# Phonon-assisted tunnelling in an alternating field: one level, one band, one lattice mode

## 1. Statement

A deep centre that is neutral after emission releases its electron by multiphonon absorption. A static field $F$ multiplies the rate by $\exp(F^2/F_c^2)$, with $F_c^2=3m\hbar/(e^2\tau_2^3)$ (Karpus and Perel). Here $m$ is the effective mass along the field and $\tau_2$ is the tunnelling time of the lattice coordinate. For a linearly polarised field $F\cos\omega t$ the exponent keeps its form:

$$\frac{F^2}{F_c^{*2}}=\frac{e^2F^2\tau_2^{*3}}{3m\hbar},\qquad \tau_2^{*3}=\frac{3}{4\omega^3}\left[\sinh 2\omega\tau_2-2\omega\tau_2\right].$$

Conventions: $F$ is the amplitude inside the crystal; $\omega=2\pi f$; $x=\omega\tau_2$; electron energies $E$ are counted upward from the band edge; $\varepsilon_T$ is the thermal depth of the level; $W$ is a cycle-averaged rate and $R=W(F)/W(0)$.

## 2. Model

- One localised level, not shifted by the field.
- One parabolic band, coupled to the level by a momentum-independent element $V$, treated to lowest order.
- A thermal lattice that supplies the energy.

**Electron.** Under the force $eF\cos\omega t$ the kinetic momentum along the field is
$$\pi(t)=p+q\sin\omega t,\qquad q=eF/\omega .$$
The conjugate phase factor of the band state (Volkov state) splits into sidebands:
$$\Phi_p(t)=\exp\!\Big[\frac{i}{\hbar}\int^t\frac{\pi^2}{2m}\,dt'\Big]=\sum_n a_n(p)\,e^{iE_nt/\hbar},\qquad E_n=\frac{p^2}{2m}+U_p-n\hbar\omega,$$
with the ponderomotive energy $U_p=q^2/4m$. The index $n$ counts absorbed photons.

**Lattice.** With lattice states $i,f$ of the filled and empty centre, energies $\mathcal E$ taken from each minimum and thermal weights $\rho_i$,
$$w(E)=\frac{2\pi}{\hbar}|V|^2\sum_{i,f}\rho_i|\langle f|i\rangle|^2\,\delta(\mathcal E_i-\mathcal E_f-\varepsilon_T-E).$$
This function is defined for $E<0$ as well. Without a field no band state lies there. Sidebands do.

**Golden rule.** At long times each final state $(p,f)$ is resonant with one sideband only, so
$$W(F)=\sum_p\sum_n|a_n(p)|^2\,w(E_n).$$

**One mode.** For frequency $\Omega$, Huang–Rhys factor $S$ and $\theta=\hbar\Omega/2k_BT$, the weight for a net loss of $N=(\varepsilon_T+E)/\hbar\Omega$ quanta is
$$P_N=e^{-S\coth\theta}\,e^{-N\theta}I_N(z),\qquad z=S/\sinh\theta .$$
Phonon dispersion is assumed to smooth the comb into its envelope. For large $N$, $\ln I_N\simeq\sqrt{N^2+z^2}-N\,\mathrm{arsinh}(N/z)$. Its derivatives in $N$ are $-\mathrm{arsinh}(N/z)$ and $-1/\sqrt{N^2+z^2}$. Hence, at $N=\varepsilon_T/\hbar\Omega$,
$$\ln\frac{w(E)}{w(0)}=-\frac{2\tau_2E}{\hbar}-\frac{\kappa E^2}{2}+\dots,\quad 2\tau_2=\frac{\theta+\mathrm{arsinh}(N/z)}{\Omega},\quad \kappa=\frac{1}{(\hbar\Omega)^2\sqrt{N^2+z^2}} .$$
Write $2\tau_2=\hbar/k_BT+2\tau_1$. At low temperature $z\to 2Se^{-\theta}$ and $2\tau_1\to\Omega^{-1}\ln(N/S)$: positive for weak coupling ($N>S$), negative for $N<S$.

The solvable model sets $\kappa=0$: $w(E)=w(0)\,e^{-2\tau_2E/\hbar}$. Section 6 gives the size of $\kappa$.

## 3. Closed solution

**Step 1. The exponential weight is a shift into complex time.** $\Phi_p(t+i\tau_2)=\sum_na_ne^{iE_nt/\hbar}e^{-E_n\tau_2/\hbar}$. The cycle average of its squared modulus removes the cross terms:
$$\sum_n|a_n|^2e^{-2\tau_2E_n/\hbar}=\Big\langle\exp\Big[-\frac{1}{m\hbar}\int_0^{\tau_2}\mathrm{Re}\,\pi^2(t+is)\,ds\Big]\Big\rangle_t .$$

**Step 2. The integral.** With $\varphi=\omega t$,
$$\mathrm{Re}\,\pi^2=(p+q\sin\varphi\cosh\omega s)^2-q^2\cos^2\varphi\,\sinh^2\omega s,$$
$$\int_0^{\tau_2}\mathrm{Re}\,\pi^2ds=p^2\tau_2+2pq\sin\varphi\,\frac{\sinh x}{\omega}+q^2\sin^2\varphi\,\frac{\sinh2x+2x}{4\omega}-q^2\cos^2\varphi\,\frac{\sinh2x-2x}{4\omega}.$$

**Step 3. The sum over $p$ is Gaussian.** Completing the square shifts $p$ and leaves the width at its zero-field value. The width and the transverse momenta cancel in the ratio:
$$R=\big\langle e^{A\cos^2\varphi-B\sin^2\varphi}\big\rangle_\varphi,$$
$$A=\frac{e^2F^2}{4m\hbar\omega^3}\left[\sinh2x-2x\right],\qquad B=\frac{e^2F^2}{m\hbar\omega^3}\Big[\frac{\sinh2x+2x}{4}-\frac{\sinh^2x}{x}\Big].$$
$A$ equals $F^2/F_c^{*2}$ of Section 1. $B$ is $q^2\tau_2/m\hbar$ times the variance of $\cosh\omega s$ over $0<s<\tau_2$, so $B\ge0$.

**Step 4. The cycle average.** $A\cos^2\varphi-B\sin^2\varphi=\tfrac12(A-B)+\tfrac12(A+B)\cos2\varphi$, so
$$\boxed{R=\exp\!\Big(\frac{A-B}{2}\Big)\,I_0\!\Big(\frac{A+B}{2}\Big)}$$
This is exact within the model for every $F$ and $\omega$.

**The same exponent from $p=0$ alone.** There $\Phi_0=e^{iU_pt/\hbar}e^{-ib\sin2\varphi}$ with $b=U_p/2\hbar\omega$. Only even photon numbers $n=2k$ occur, with $a_{2k}=J_k(b)$. Since $2\tau_2U_p/\hbar=4bx$,
$$e^{-4bx}\sum_kJ_k^2(b)\,e^{4kx}=e^{-4bx}I_0(2b\sinh2x).$$
For a large argument the exponent is $2b(\sinh2x-2x)=A$. The term $\sinh2x$ is the gain from absorbed photons. The term $-2x$ is the cost of the ponderomotive shift of the band edge.

## 4. Comparison with the general statement

**Strong field, $A+B\gg1$.** $I_0(y)\simeq e^y/\sqrt{2\pi y}$ gives
$$R\simeq\frac{\exp(F^2/F_c^{*2})}{\sqrt{\pi(A+B)}} .$$
The law holds as an exponent. The prefactor is the effective fraction of the cycle near the field maxima $\varphi=0,\pi$. $B$ enters only this prefactor.

**Weak field, $A+B\ll1$.** $R\simeq1+\tfrac12(A-B)$ with
$$\frac{A-B}{2}=\frac{2\tau_2U_p}{\hbar}\Big[\frac{\sinh^2x}{x^2}-1\Big].$$
The slope of $\ln R$ against $F^2$ starts at $(A-B)/2F^2$ and tends to $A/F^2$ only at strong field.

**Quasi-static, $x\ll1$.** $(\tau_2^*/\tau_2)^3=1+x^2/5+\dots$ and $B/A\simeq x^2/15$. Then $R=\langle\exp(F^2\cos^2\varphi/F_c^2)\rangle$. The rate follows the instantaneous field, and the static law holds at each instant with unit prefactor.

**High frequency, $x\gg1$.** $\tau_2^{*3}\simeq3e^{2x}/8\omega^3$ and $B/A\simeq1-2/x$. The coefficient of $F^2$ grows exponentially with frequency.

**Relation to the Keldysh parameter.** At the field maximum with $p=0$, $\pi(is)=iq\sinh\omega s$. An electron detached at binding energy $\varepsilon$ starts at the imaginary time $\tau_e$ where $\pi^2/2m=-\varepsilon$:
$$\sinh\omega\tau_e=\gamma(\varepsilon)=\frac{\omega\sqrt{2m\varepsilon}}{eF}.$$
Its tunnelling probability is $e^{-S_e}$ with
$$S_e=\frac{2}{\hbar}\int_0^{\tau_e}\Big[\varepsilon-\frac{q^2}{2m}\sinh^2\omega s\Big]ds=\frac{2\varepsilon}{\hbar\omega}\Big[\Big(1+\frac{1}{2\gamma^2}\Big)\mathrm{arsinh}\,\gamma-\frac{\sqrt{1+\gamma^2}}{2\gamma}\Big],$$
the Keldysh exponent. The integrand vanishes at the upper limit, so $dS_e/d\varepsilon=2\tau_e/\hbar$. The lattice gains the factor $e^{2\tau_2\varepsilon/\hbar}$. The product is largest at $\tau_e=\tau_2$, a maximum because $\tau_e$ rises with $\varepsilon$. There the terms linear in $\varepsilon$ cancel and the exponent is $(q^2/m\hbar)\int_0^{\tau_2}\sinh^2\omega s\,ds=A$. The optimum has
$$\gamma_0=\sinh\omega\tau_2,\qquad\varepsilon_0=\frac{(eF\tau_2)^2}{2m}\,\frac{\sinh^2x}{x^2}.$$
So $\omega\tau_2$ separates the two regimes as $\gamma$ does for a level of fixed depth. It equals the Keldysh parameter only for $x\ll1$; in general $x=\mathrm{arsinh}\,\gamma_0$. For a fixed depth $\gamma\propto1/F$. Here $\varepsilon_0\propto F^2$, so $\gamma_0$ does not depend on the field. This is why the exponent is exactly quadratic in $F$.

**Circular polarisation.** For a rotating field of magnitude $F$ and an isotropic mass in its plane, $\pi^2$ contains $q^2(\sin^2+\cos^2)=q^2$ at complex time too. The same steps give $R=e^{A-B}$ with no Bessel factor, i.e. $\tau_2^{*3}=3\omega^{-3}[\sinh^2x/x-x]$.

## 5. Numbers: the Au acceptor in Si

Electron emission Au$^-\to$ Au$^0$ leaves a neutral centre, so no Coulomb tail lowers the barrier.

Inputs:
- $\varepsilon_T\approx0.55$ eV (typical value).
- Field along $\langle111\rangle$, where the six valleys are equivalent. For an anisotropic valley the Gaussian sum of Step 3 gives $1/m=\mathbf n\cdot M^{-1}\mathbf n$, with $M$ the mass tensor and $\mathbf n$ the field direction. Typical masses $m_l\approx0.92\,m_0$ and $m_t\approx0.19\,m_0$ give $m=3/(1/m_l+2/m_t)=0.26\,m_0$.
- $\hbar\Omega=25$ meV and $S=5$, a relaxation energy of 0.125 eV. These are illustrative. They were chosen so that $2\tau_1$ falls at a few tens of femtoseconds, the typical size for deep substitutional metal impurities in Si and Ge.
- $T=200$ K, $F=100$ kV/cm. With the compiled static dielectric constant 11.7 (Ioffe Institute), $n_r=3.42$ and a travelling wave carries $I=\tfrac12n_rc\epsilon_0F^2=45$ MW/cm² inside the crystal.

Lattice: $N=22$, $\theta=0.725$, $z=6.32$, $\mathrm{arsinh}(N/z)=1.960$, $1/\Omega=26.3$ fs. Then $2\tau_2=70.7$ fs, made of $\hbar/k_BT=38.2$ fs and $2\tau_1=32.5$ fs (low-temperature limit 39.0 fs). The omitted prefactor $(N^2+z^2)^{-1/4}$ of $I_N$ adds $N/[2(N^2+z^2)]$ to the slope and raises $\tau_2$ by 0.8 %. Two figures are kept: $\tau_2=35$ fs, $\kappa=70$ eV$^{-2}$.

With $\tau_2=35$ fs: $F_c=82.5$ kV/cm, and $x=1$ falls at $f=4.5$ THz. The table holds the closed-form values of the model for these inputs. The last column belongs to Section 6.

| $f$ | $x$ | $\gamma_0$ | $(\tau_2^*/\tau_2)^3$ | $A$ | $B$ | $e^A$ | $R$ | $\varepsilon_0$ (meV) | $\kappa\varepsilon_0^2/2$ |
|---|---|---|---|---|---|---|---|---|---|
| 10 GHz | 0.0022 | 0.0022 | 1.000 | 1.469 | $4.7\times10^{-7}$ | 4.34 | 2.37 | 41.4 | 0.06 |
| 3 THz | 0.660 | 0.709 | 1.091 | 1.602 | 0.045 | 4.96 | 2.56 | 47.8 | 0.08 |
| 6 THz | 1.319 | 1.737 | 1.412 | 2.074 | 0.218 | 7.95 | 3.43 | 71.8 | 0.18 |
| 10 THz | 2.199 | 4.453 | 2.556 | 3.755 | 0.930 | 42.7 | 12.0 | 170 | 1.0 |

Reading:
- **Microwave.** Static to the printed figures. The energy $\varepsilon_0$ spans $1.0\times10^3$ photons. $e^A=4.34$ is the enhancement at the crest of the cycle and $R=2.37$ is its average.
- **3 THz.** Still close to static: the exponent is 9 % larger.
- **10 THz.** $F_c^*=51.6$ kV/cm and $\varepsilon_0$ spans 4.1 photons. The bare law gives 42.7, the strong-field form with its prefactor 11.1, the closed form 12.0.
- For $A$ of order one the prefactor rivals the exponential. The weak-field slope of $\ln R$ is half of $1/F_c^2$ at microwave frequency and 0.38 of $1/F_c^{*2}$ at 10 THz. A straight-line fit of $\ln R$ against $F^2$ in this range underestimates $\tau_2^{*3}$.

## 6. What the model drops

**Curvature of $\ln w$.** To first order the exponent falls by $\kappa\varepsilon_0^2/2\propto F^4$ (last column). This is 4 % of $A$ at 10 GHz, which leaves 1.41. At 10 THz it is 27 %, and first order is not enough. Keeping $\kappa$, the stationarity condition of $2\tau_2\varepsilon/\hbar-\kappa\varepsilon^2/2-S_e$ is $\tau_e(\varepsilon)=\tau_2-\hbar\kappa\varepsilon/2$. Its root at 10 THz is $\varepsilon=119$ meV, and the exponent is about 3.1, lower than $A$ by 0.7. That factor roughly halves the enhancement. The $F^2$ law needs $\kappa\varepsilon_0^2/2\ll A$. This fails at lower fields as $\omega$ rises, because $\varepsilon_0^2\propto e^{4x}$ while $A\propto e^{2x}$.

**Band shape.** The electron tunnels up to $\varepsilon_0$ below the band edge. Against the compiled gap of 1.12 eV (Wing 2021), $\varepsilon_0/E_g$ is 0.04 at 10 GHz and 0.15 at 10 THz. A two-band dispersion lowers the squared imaginary momentum by a fraction of this order and so raises the exponent. For an indirect gap this is only an order of magnitude.

**Choice of mode.** Take the compiled optical frequency 517 cm$^{-1}$ (Ioffe Institute), 64.1 meV, at the same relaxation energy. Then $S=1.95$, $N=8.58$ and $\tau_2=27$ fs. $F_c$ rises to 122 kV/cm and $x=1$ moves to 5.9 THz. The effective mode is the largest uncertainty in the numbers.

**Coupling.** A constant $V$ to lowest order fixes the prefactor of $R$. A momentum-dependent element, or an adiabatic treatment of the bound state, changes that prefactor. The exponent $A$ rests only on the slope $2\tau_2/\hbar$ and on free motion in the field.

The numbers are the model's and not those of Si:Au. With $\tau_2$ of 27 to 35 fs at 200 K, microwave fields act as static ones and the frequency dependence sets in at about 5 to 6 THz. Cooling lengthens $\tau_2$ through $\hbar/2k_BT$ and moves the onset to lower frequency.